# Office hours: deleting one edge from a Hückel graph, with twisted styrene as the example

**Student:** The rule from the lecture says that the characteristic polynomial of a conjugated molecule follows from cutting one bond and adding up smaller pieces. I can apply it, but I don't see why there is a minus sign, why rings get a factor of two, or what happens when the bond is weakened, as in twisted styrene.

**Lecturer:** All three answers come from the definition of a determinant, so let us fix the premises first. There is one $p$ orbital on each of $N$ carbon atoms, and the orbitals are taken as orthonormal. The Hückel matrix is $H=\alpha I+\beta A$, with $\beta<0$, both parameters in joules. The matrix $A$ is real and symmetric with zero diagonal; $A_{ij}=k_{ij}$ is the dimensionless weight of the bond $ij$, equal to 1 for a standard bond and 0 for atoms that are not bonded. Writing an orbital energy as $E=\alpha+x\beta$ makes $x$ an eigenvalue of $A$, and positive $x$ is bonding. The graph $G$ has atoms as vertices and bonds as edges, and

$$P(G)=\det(xI-A).$$

Three conventions: $G-e$ lacks the edge $e$ but keeps all vertices; removing vertices, as in $G-r-s$, removes every edge that touches them; and the graph with no vertices has $P=1$.

## Step 1: the determinant as a sum over subgraphs

**Lecturer:** With $M=xI-A$, the determinant is a sum over all permutations $\sigma$ of the vertices,

$$P(G)=\sum_\sigma \operatorname{sgn}(\sigma)\prod_{i=1}^{N}M_{i\,\sigma(i)} .$$

Every permutation splits uniquely into disjoint cycles. The sign is a product over these cycles, $(-1)^{m-1}$ for a cycle of length $m$, and the matrix elements group by cycle as well. So each term is a product of one factor per cycle. Work out the factors.

**Student:** A fixed point, $m=1$, gives $M_{ii}=x$. For $m\ge 2$ there are $m$ off-diagonal elements, each $-A_{ij}$, so the factor is $(-1)^{m-1}(-1)^m$ times the product of the $A_{ij}$ along the cycle. The sign is $-1$ whatever the length.

**Lecturer:** That is your minus sign. The product vanishes unless every step of the cycle runs along an edge of $G$. For $m=2$ the cycle swaps $i$ and $j$, uses the same edge out and back, and gives $-A_{ij}A_{ji}=-k_{ij}^2$. For $m\ge3$ it runs once round a ring $Z$ of the graph, a closed path through distinct vertices, and gives $-w(Z)$, where $w(Z)$ is the product of the weights of the edges of $Z$.

**Student:** I still see no two.

**Lecturer:** A ring with three or more vertices can be traversed in two directions, and these are two different permutation cycles. Since $A$ is symmetric they have the same product, so together they give $-2w(Z)$. A swap is its own reverse and is counted once. Now collect terms. Call $S$ a Sachs subgraph if its components are isolated edges and rings with no vertex in common; the empty subgraph is allowed. If $S$ covers $|S|$ vertices, the other $N-|S|$ are fixed points, and

$$P(G)=\sum_{S}x^{\,N-|S|}\prod_{\text{edges } ij\text{ of }S}\left(-k_{ij}^2\right)\prod_{\text{rings } Z\text{ of }S}\left(-2w(Z)\right).\tag{1}$$

The first product runs over the components that are isolated edges. This is the Sachs theorem with weights.

## Step 2: sorting by one edge

**Lecturer:** Choose an edge $e=rs$ of weight $k$. Each $S$ in (1) falls into exactly one of three classes. It does not contain $e$; or $e$ is one of its isolated edges; or $e$ lies on one of its rings. The components are disjoint, so $e$ belongs to at most one of them, and the classes do not overlap.

The first class is the set of all Sachs subgraphs of $G-e$. That graph has the same $N$ vertices and the same remaining weights, so by (1) the class sums to $P(G-e)$.

In the second class take out the factor $-k^2$. The remainder $S'$ avoids $r$ and $s$, so it is a Sachs subgraph of $G-r-s$; conversely any such $S'$ together with $e$ belongs to the class. The power of $x$ matches, because $N-|S|=(N-2)-|S'|$. The class sums to $-k^2P(G-r-s)$.

In the third class fix the ring $Z$ through $e$, with $|Z|$ vertices, and take out $-2w(Z)$. The remainder is an arbitrary Sachs subgraph of $G-Z$, the graph without the vertices of $Z$, and $N-|S|=(N-|Z|)-|S'|$. Adding the three classes,

$$P(G)=P(G-e)-k^2P(G-r-s)-2\sum_{Z\ni e}w(Z)\,P(G-Z).\tag{2}$$

With all weights equal to 1 this is the Heilbronner edge-deletion recurrence in its usual form.

**Student:** By rings you mean the hexagons a chemist would draw?

**Lecturer:** No, every closed path through distinct vertices that uses $e$. In naphthalene a bond on the rim lies on its hexagon and also on the ten-membered perimeter. The perimeter covers all atoms, so it contributes $-2$ times the polynomial of the empty graph, and forgetting it spoils the constant term. The central bond is a chord of the perimeter; it disappears with the vertices and does not enter $w(Z)$.

**Student:** And if a deletion breaks the graph in two?

**Lecturer:** Then $xI-A$ is block diagonal and the polynomials multiply. In particular, if $e$ is a bridge, an edge on no ring, the last sum in (2) is empty, $G-e$ consists of two parts $G_1\ni r$ and $G_2\ni s$, and

$$P(G)=P(G_1)P(G_2)-k^2P(G_1-r)P(G_2-s).\tag{3}$$

## Step 3: chains

**Lecturer:** Let $L_n$ be the chain of $n$ atoms with unit weights, and use the same symbol for its polynomial. Apply (3) to the terminal edge, $n\ge2$. One part is a single atom with polynomial $x$, the other is $L_{n-1}$; removing both end points of the edge leaves $L_{n-2}$. Hence

$$L_n=xL_{n-1}-L_{n-2},\qquad L_0=1,\quad L_1=x.\tag{4}$$

Put $x=2\cos\phi$ and $u_n=\sin[(n+1)\phi]/\sin\phi$. The identity $\sin[(n+1)\phi]+\sin[(n-1)\phi]=2\cos\phi\,\sin n\phi$ says $u_n=xu_{n-1}-u_{n-2}$, and $u_0=1$, $u_1=2\cos\phi=x$. The same recurrence and the same two starting values give $L_n=u_n$ by induction. The Chebyshev polynomial of the second kind is defined by $U_n(\cos\phi)=\sin[(n+1)\phi]/\sin\phi$, so $L_n=U_n(x/2)$.

**Student:** That substitution only covers $|x|<2$.

**Lecturer:** Both sides are polynomials in $x$, and polynomials that agree on an interval are identical. The zeros $\phi=j\pi/(n+1)$, $j=1,\dots,n$, give $n$ distinct roots $x_j=2\cos[j\pi/(n+1)]$, which is all of them. We shall need

$$L_2=x^2-1,\quad L_3=x^3-2x,\quad L_4=x^4-3x^2+1,$$
$$L_5=x^5-4x^3+3x=x(x^2-1)(x^2-3),\quad L_6=x^6-5x^4+6x^2-1 .$$

## Step 4: rings

**Lecturer:** Take the ring $C_n$, $n\ge3$, and let the chosen edge have weight $k$, all others 1. Then $G-e=L_n$, $G-r-s=L_{n-2}$, and the only ring through $e$ is the whole graph, with $w=k$ and an empty remainder. Equation (2) gives $L_n-k^2L_{n-2}-2k$. For $k=1$ use $\sin[(n+1)\phi]-\sin[(n-1)\phi]=2\cos n\phi\,\sin\phi$ and the definition $T_n(\cos\phi)=\cos n\phi$ of the polynomials of the first kind:

$$P(C_n)=L_n-L_{n-2}-2=2T_n(x/2)-2.\tag{5}$$

The roots have $\cos n\phi=1$, so $x_j=2\cos(2\pi j/n)$, $j=0,\dots,n-1$. The values $j$ and $n-j$ coincide. Inside $|x|<2$ these roots are double, since $2\cos n\phi-2=-4\sin^2(n\phi/2)$ has double zeros in $\phi$ and $dx/d\phi\neq0$ there; the degree $n$ then leaves $x=2$, and $x=-2$ for even $n$, as simple roots. For benzene,

$$P(C_6)=L_6-L_4-2=x^6-6x^4+9x^2-4=(x^2-1)^2(x^2-4).$$

**Student:** So on a ring the weight appears to the first power as well, and its sign matters.

**Lecturer:** Yes. For $k=-1$, a Möbius ring, you get $2T_n(x/2)+2$, whose roots have $\cos n\phi=-1$. On a bridge only $k^2$ survives. That is as it must be: reversing the sign of all orbitals on one side of a bridge changes $k$ to $-k$ and nothing else, and such a change of basis cannot move an eigenvalue.

## Step 5: twisted styrene

**Lecturer:** Number the ring 1 to 6, with atom 1 carrying the vinyl group, atoms 7 and 8, through the bond 1–7. Rotate the vinyl group rigidly by $\theta$ about that bond. The orbitals on 7 and 8 turn together, so the bond 7–8 keeps weight 1. The orbital on atom 7 is $\cos\theta$ times a $p$ orbital parallel to the one on atom 1 plus $\sin\theta$ times a $p$ orbital in the ring plane. Treat the resonance integral as a two-centre quantity, with an operator symmetric about the bond axis. The in-plane part is even under reflection in the ring plane and the orbital on atom 1 is odd, so that part contributes nothing, and $k=\cos\theta$.

**Student:** The bond 1–7 is a bridge, so (3) applies. The parts are benzene and ethene. Taking atom 1 from the ring leaves $L_5$; taking atom 7 from ethene leaves $L_1$:

$$P=P(C_6)\,L_2-k^2L_5L_1=(x^2-1)\left[(x^2-1)^2(x^2-4)-k^2x^2(x^2-3)\right].\tag{6}$$

But that never used the ring term on styrene itself. Would another edge give the same answer?

**Lecturer:** It must, since the left side of (2) does not depend on $e$. Cut the ring bond 1–2. Then $G-e$ is the chain 8–7–1–6–5–4–3–2 with weight $k$ on its second bond, and (3) gives $L_2L_6-k^2L_1L_5$. Removing atoms 1 and 2 leaves the chain 3–4–5–6 and the vinyl group, $L_4L_2$. The one ring through the edge has $w=1$ and leaves the vinyl group, $L_2$. The total is $L_2(L_6-L_4-2)-k^2L_1L_5$, which is (6) by (5).

Only even powers of $x$ occur, so the levels come in pairs $\pm x$. The factor $x^2-1$ does not feel the twist: it belongs to the two benzene orbitals with nodes at atoms 1 and 4. With $y=x^2$ the bracket is the cubic

$$Q(y)=y^3-(6+k^2)y^2+(9+3k^2)y-4.\tag{7}$$

Its values are $Q(0)=-4$, $Q(1)=2k^2$, $Q(3)=-4$ and $Q(4)=-4k^2$, and it grows without bound. For $k\ne0$ there is thus one root above 4, one between 1 and 3, and one between 0 and 1. Call their positive square roots $x_1>x_2>x_3$. Eight electrons fill $x_1,x_2,1,x_3$; the highest occupied level is $x_3$, the gap to the lowest empty level is $2x_3|\beta|$, and the $\pi$ energy is $8\alpha+X\beta$ with $X=2(x_1+x_2+1+x_3)$.

**Student:** The polynomial depends on $k^2$. So near $90^\circ$ every level shifts as $\cos^2\theta$?

**Lecturer:** Not the degenerate ones. At $k=0$ the cubic is $(y-1)^2(y-4)$. Near $y=1$ the condition $Q=0$ reads $-3(y-1)^2+2k^2\approx0$, so $y\approx1\pm|k|\sqrt{2/3}$ and $x_{2,3}\approx1\pm|k|/\sqrt6$. The splitting is linear in $|k|$. It cancels in $X$, because both levels are doubly occupied, and $X$ can be found without the single roots. Let $\Sigma=x_1+x_2+x_3$ and $\Pi=x_1x_2+x_1x_3+x_2x_3$. The coefficients of (7) give $x_1x_2x_3=2$, then $\Sigma^2-2\Pi=6+k^2$ for the sum of the $y$, and $\Pi^2-4\Sigma=9+3k^2$ for the sum of their pair products. Eliminating $\Pi$,

$$(\Sigma^2-6-k^2)^2=36+12k^2+16\Sigma.\tag{8}$$

Insert $\Sigma=4+ak^2+bk^4$. The bracket becomes $10+(8a-1)k^2+(a^2+8b)k^4$. Order $k^2$ gives $20(8a-1)=12+16a$, so $a=2/9$. Order $k^4$ gives $(8a-1)^2+20(a^2+8b)=16b$, so $b=-43/3888$. At $k=0$, $X=10$, of which 8 is benzene and 2 is ethene, and the conjugation energy across the bond is $\Delta X\,|\beta|$ with

$$\Delta X=X-10=\tfrac49k^2-\tfrac{43}{1944}k^4+O(k^6).\tag{9}$$

## Range of validity

**Student:** Where does all this break down?

**Lecturer:** Separate the algebra from the chemistry. Equation (2) is an identity for any finite real symmetric $A$, for any edge and any weights. With a heteroatom, Coulomb integral $\alpha+h_i\beta$, the fixed-point factor in Step 1 becomes $x-h_i$; the sorting is untouched and (2) stands, each subgraph keeping the $h_i$ of its remaining atoms. For a complex Hermitian matrix, as with a magnetic flux through a ring, the two directions give complex conjugates, so $k^2$ becomes $|k|^2$ and $2w$ becomes $2\operatorname{Re}w$. Equation (4) needs $n\ge2$ and (5) needs $n\ge3$, both with unit weights; at $n=2$ the right side $2T_2(x/2)-2=x^2-4$ is not ethene's $x^2-1$. The practical limit is the number of rings through an edge, which grows quickly in fused systems.

The chemistry inherits every Hückel assumption: no explicit electron repulsion, no overlap, equal bond lengths. The weight $\cos\theta$ adds its own. The in-plane part of the rotated orbital is simply dropped, although it mixes with the $\sigma$ bonds of the ring, most strongly near $90^\circ$. The repulsion between the vinyl and ortho hydrogens, which twisting relieves, is absent, and the geometry does not relax.

## Numerical illustration

**Lecturer:** For the planar molecule, $k=1$, the cubic factorises as $(y-2)(y^2-5y+2)$, with roots $y=2$ and $(5\pm\sqrt{17})/2$, that is 4.5616 and 0.4384. For $\theta=60^\circ$, $k^2=1/4$ and $Q=y^3-6.25y^2+9.75y-4$, with roots 4.1184, 1.4716 and 0.6600. The model gives:

| $\theta$ | $x_1$ | $x_2$ | $x_3$ | $X$ | gap$/\lvert\beta\rvert$ |
|---|---|---|---|---|---|
| $0^\circ$ | 2.1358 | 1.4142 | 0.6622 | 10.4243 | 1.3243 |
| $60^\circ$ | 2.0294 | 1.2131 | 0.8124 | 10.1098 | 1.6248 |
| $90^\circ$ | 2 | 1 | 1 | 10 | 2 |

The four decimals describe the roots of the polynomial, not the molecule.

**Student:** At $60^\circ$ the linear estimate puts $x_3$ at 0.7959 against the root 0.8124, so terms in $k^2$ are visible there. The series (9) gives 0.1097 against $\Delta X=0.1098$ from the roots. And $\Delta X(60^\circ)/\Delta X(0^\circ)=0.2587$, a little above $\cos^2 60^\circ=1/4$, because the negative $k^4$ term takes relatively more from the planar value 0.4243.

**Lecturer:** Now the units. As a given input take a typical thermochemical value, $|\beta|\approx75\ \text{kJ mol}^{-1}$, or $1.25\times10^{-19}$ J per molecule. Benzene has $X=8$ against 6 for three ethenes, so this input corresponds to a benzene delocalisation energy of $2|\beta|=150\ \text{kJ mol}^{-1}$. It is meant for ground-state energies, so leave the gap in units of $|\beta|$. Twisting to $60^\circ$ costs the model $0.3145\,|\beta|$, about $24\ \text{kJ mol}^{-1}$, and twisting to $90^\circ$ costs $0.4243\,|\beta|$, about $32\ \text{kJ mol}^{-1}$.

**Student:** Is that the torsional barrier of styrene?

**Lecturer:** It is the model's loss of $\pi$ energy, and the neglected terms rival it. Two of them can be sized with the same polynomial. The bond 1–7 is longer than a ring bond; an illustrative weight $0.9\cos\theta$ lowers the planar $\Delta X$ to 0.35 and the cost of a full twist to $26\ \text{kJ mol}^{-1}$. Overlap is the larger. Take the overlap matrix $I+sA$, which shares its eigenvectors with $H$; each level becomes $E=(\alpha+\beta x)/(1+sx)=\alpha+\gamma x/(1+sx)$ with $\gamma=\beta-s\alpha$, and the $x$ are still the roots of (6). With a typical $s\approx0.25$, summing $2x/(1+sx)$ over the occupied levels gives a planar conjugation energy of $0.144\,|\gamma|$ and a benzene delocalisation energy of $1.067\,|\gamma|$. Their ratio is 0.135, where the model without overlap has 0.212. Holding the benzene value at $150\ \text{kJ mol}^{-1}$, the full twist then costs $20\ \text{kJ mol}^{-1}$. So two figures are the most these energies can carry, and the second is uncertain.

As typical knowledge and not as a measurement, the barrier of real styrene at the perpendicular geometry is roughly $12\ \text{kJ mol}^{-1}$, with a very flat potential near planarity. The model's $32\ \text{kJ mol}^{-1}$ is too high by a factor of two to three, so the omitted terms together remove some $20\ \text{kJ mol}^{-1}$, and the model's $24\ \text{kJ mol}^{-1}$ at $60^\circ$ is too high by a similar or larger factor. What holds exactly within the premises is (6): one pair of levels fixed at $x=\pm1$, a gap that opens from $1.3243\,|\beta|$ through $1.6248\,|\beta|$ at $60^\circ$ to $2\,|\beta|$, and a conjugation energy that falls nearly as $\cos^2\theta$.